A ruthenium surface can hold a carbon atom, a CH fragment, a CO molecule or a nitrogen atom, and each can sit above one metal atom or between several. In these PBEsol calculations every surface cell carries one adsorbate, so the layer is complete and neighbours stand about 2.7 Å apart. The adsorption energy compares the covered slab with the clean slab plus the free adsorbate, and a more negative value means stronger binding. The start site says where the adsorbate was placed before it relaxed, which need not be where it ended. The slabs were computed without spin polarisation, so a magnetic state of lower energy isn't ruled out.

Adsorption on one face of a four-plane Ru(001) slab, one adsorbate per 1×1 cell, relaxed with the lower two planes held (Ansatz 0.2.0, PBEsol, scalar-relativistic plane-wave PAW, 420 eV cutoff, 12×12×1 k mesh, slabs not spin-polarised). Energies are relative to the clean slab and the free spin-polarised adsorbate; dipoles are positive outwards.

```csv
adsorbate,start site,start site atoms,adsorption energy (eV),work function change (eV),dipole change (e Å),shortest contact length (Å)
C,bridge,Ru-Ru,-6.668,0.480,-0.01700,1.926
C,hollow,Ru-Ru-Ru,-6.523,0.438,-0.01300,1.923
C,top,Ru,-5.177,1.858,-0.06400,1.697
CH,bridge,Ru-Ru,-7.247,-1.880,0.06300,1.994
CH,hollow,Ru-Ru-Ru,-7.073,-1.870,0.06300,1.998
CH,top,Ru,-5.005,-2.774,0.09600,1.734
CO,bridge,Ru-Ru,-1.696,2.445,-0.08300,2.082
CO,hollow,Ru-Ru-Ru,-1.694,2.496,-0.08400,2.146
CO,top,Ru,-1.599,1.232,-0.04600,1.881
N,bridge,Ru-Ru,-5.358,2.000,-0.06900,1.960
N,hollow,Ru-Ru-Ru,-5.190,1.814,-0.06300,1.950
N,top,Ru,-4.137,1.735,-0.05700,1.639
```

*1. Which adsorbates are held most strongly, and why is CO so different?*

CH and C are held most strongly, N somewhat less, and CO by far the least. In the hollow, CH has an adsorption energy of −7.07 eV and CO one of −1.69 eV. Carbon in a free CH fragment has valences left over, and the metal satisfies them. In free CO the same carbon is already tied to oxygen in a closed-shell molecule, so the metal finds no free valences, only a lone pair and empty antibonding orbitals, and filling the latter weakens the bond to oxygen.

A process engineer should read these energies with their starting point in mind. A free CH fragment or a free N atom is costly to make, and that cost isn't in the table. The large values tell how hard it is to pull a fragment off as it is. They don't tell how readily a feed gas will produce it, or how easily it leaves by joining a partner, as two N atoms do when they form N₂. PBEsol is also known to bind adsorbates too strongly, so the order is safer than the sizes.

*2. Does the shortest bond mark the strongest adsorption?*

It marks the weakest site for each of the four adsorbates. CH above a single Ru atom has a C–Ru contact of 1.73 Å, against 2.00 Å in the hollow, yet it is bound there by 2.07 eV less. The length describes one bond, whereas the adsorption energy counts all of them. In the hollow, carbon has three equal Ru neighbours, and three longer bonds together outdo one short one.

A simple rule turns this into an estimate. A bond shortens by about 0.37 Å × ln *s* when its bond order, the share of bonding electrons in it, grows by a factor *s*. The 0.37 Å is the usual constant of the bond-valence rule and was not adjusted to these rows. If the single bond on top took over the whole bond order of the three, it would be shorter by 0.37 × ln 3 = 0.41 Å.

For CH the computed shortening is only 0.264 Å. The one bond on top is therefore exp(0.264/0.37) ≈ 2.0 times as strong in bond order as each of the three, and the hollow keeps about 3/2.0 ≈ 1.5 times the total. The adsorption energies of the two sites stand in a ratio of 1.41, which is close. On top, carbon does strengthen its remaining bond, but it doesn't recover everything it lost.

The rule also gives a close ratio for N, but it overstates the advantage of the hollow for C. It fails clearly for CO, where the lengths suggest a ratio of 1.47 and the energies give 1.06. Two close ratios out of four don't confirm the rule, and they may be partly luck. Bond order is not energy, and the rule looks only at the bonds to the metal, not at what it costs to ready the free species for bonding.

*3. Why does CO hardly care where it sits?*

CO loses only about 0.1 eV when it moves from the hollow to the top site, although its contact with the metal shortens by 0.27 Å. Its bond to the metal has two parts. The molecule gives electrons from a lone pair on carbon, which works well with a single metal atom straight below. The metal gives electrons back into empty antibonding orbitals of CO, which works better when several metal atoms can reach them.

Back-donation strengthens the bonds to the metal but weakens the bond between C and O. What the hollow gains below the carbon is thus partly paid for above it, and the two sites end up nearly equal. This is the standard picture of CO on metals rather than a result of the table, and it would explain why a count of metal bonds alone goes wrong here. The small preference itself should not be trusted, because functionals of this family are known to favour CO at sites with several metal neighbours too much.

*4. Do the lowest energies mean that the bridge site is best?*

They don't, because the bridge was only the start. The N atom placed there slid into a threefold hollow, as the threefold symmetry of its relaxed structure and its long contact together show. C and CH very probably did the same, since their contacts agree with those of the hollow rows to within 0.004 Å. The energy differences of 0.15 to 0.17 eV in these three pairs then separate one kind of hollow from the other.

A close-packed hexagonal surface has two kinds of hollow, one with a metal atom directly beneath it in the second plane (hcp) and one without (fcc). C, N and CH are known to prefer the hcp hollow on this surface, so the lower row of each pair is most likely hcp. CO behaved differently: its relaxed structure has no threefold axis, and its contact is shorter than in the hollow. Its two rows differ by 0.002 eV, which is no basis for an order.

*5. What changes when a hydrogen atom is added to the carbon?*

The two adsorption energies can be joined in a cycle. Either hydrogen first joins a free carbon atom and the CH then lands on the metal, or carbon lands first and hydrogen joins it there. Both routes end in the same place, so the adsorption energy of CH less that of C tells how much more strongly hydrogen binds to adsorbed carbon than to free carbon. The difference is −0.55 eV in the hollow and +0.17 eV on top.

In this full layer, carbon in the hollow thus holds hydrogen more firmly than a free carbon atom does, and carbon on top slightly less firmly. The contrast of 0.72 eV between the sites is the firmer result, because any error in the free atom or the free fragment drops out of it. Chemistry offers a natural reason. With hydrogen pointing outwards, carbon has three valences left and finds three metal atoms below, much as a carbon with four single bonds would; above one atom it must place all three in the same direction.

A plain count of valences would have led elsewhere. CH has three free valences where C has four, so one might give it three quarters of carbon's adsorption energy, or −4.89 eV in the hollow. The calculation gives −7.07 eV. One reason lies in the free species: a carbon atom must be promoted before it can form four bonds, and this costs far more than readying CH for three. Repulsion between bare carbon atoms in so dense a layer may weaken the binding of C further, which a calculation at lower coverage could test.

*6. Why does CH lower the work function when the others raise it?*

The work function is the energy needed to take an electron from the metal to the vacuum just outside. Negative charge on the outer side of the surface layer makes this harder, and positive charge there makes it easier. Carbon in the hollow raises the work function by 0.44 eV, while CH in the hollow lowers it by 1.87 eV. Adding hydrogen thus brings a change of −2.31 eV, in the direction expected of a C–H bond whose slightly positive end points into the vacuum.

Replacing C by N in the hollow raises the work function by a further 1.38 eV. This fits the greater electronegativity of nitrogen, which draws more electrons outwards from the metal. On top the same replacement brings no rise at all; the value for N is even 0.12 eV lower. Electronegativity tells how much charge an atom attracts, but the work function also depends on how far out that charge lies.

One guess would account for the high value of carbon on top. A bare carbon atom there may hold a lone pair that reaches far into the vacuum, further than the more compact one of nitrogen. Adding hydrogen would turn that pair into a C–H bond, and the work function does drop twice as much on top as in the hollow. A map of the electron density could decide the matter.

*7. How many digits of the work function can be trusted?*

The dipole column offers a check. A sheet of dipoles changes the potential across it by a fixed amount, so the expected change in work function is ΔΦ = −4π*e*²*μ*/*A*. Here *μ* is the dipole change in a cell, positive when the positive end points outwards, *A* is the area of the cell, and *e*² is 14.4 eV Å. With *A* = 6.264 Å², a dipole of 1 e Å would shift the work function by 28.9 eV, which is why dipoles of a few hundredths matter.

Take CO on top. Its dipole change of −0.046 e Å gives 28.9 × 0.046 = 1.33 eV, whereas the table has 1.23 eV. Rounding of the dipole explains only about 0.01 eV of the difference. The law itself is not in doubt, since the calculation obeys the same electrostatics.

The rest comes from the other side of the slab. The dipole fixes the difference in potential between the two faces, and the formula gives the change at the covered face only if the bare face keeps its work function. In this row the bare face shifted by −0.08 eV, although on a thick crystal it would not notice the CO at all. Four planes of metal are too few to hold it still, so the thin slab alone leaves the work functions uncertain by about 0.1 eV: the gap between C and CH is safe, that between N in the hollow and N on top is not.

*8. What would change on a surface that is only partly covered?*

Every energy here includes the push and pull between close neighbours. With more room, repulsion would fade, and each adsorbate could respond to the metal alone. For CO this could reverse the order of sites, since they differ by only about 0.1 eV, and at low coverage CO on this surface is in fact known to stand on top. The preference of CH for the hollow over the top site is some twenty times larger and much less exposed.

The work function would move back towards that of the clean metal, because fewer dipoles share each unit of area. If the site and the bonding stayed the same, it should do so less than in proportion, since dipoles side by side weaken one another and each would grow as its neighbours left. The dense layer also hides a possible relaxation: on the top site and in the hollow, CO and CH were kept upright by symmetry, and crowded molecules may prefer to tilt. The table is therefore a better guide to how a fragment bonds than to the state of a working catalyst.
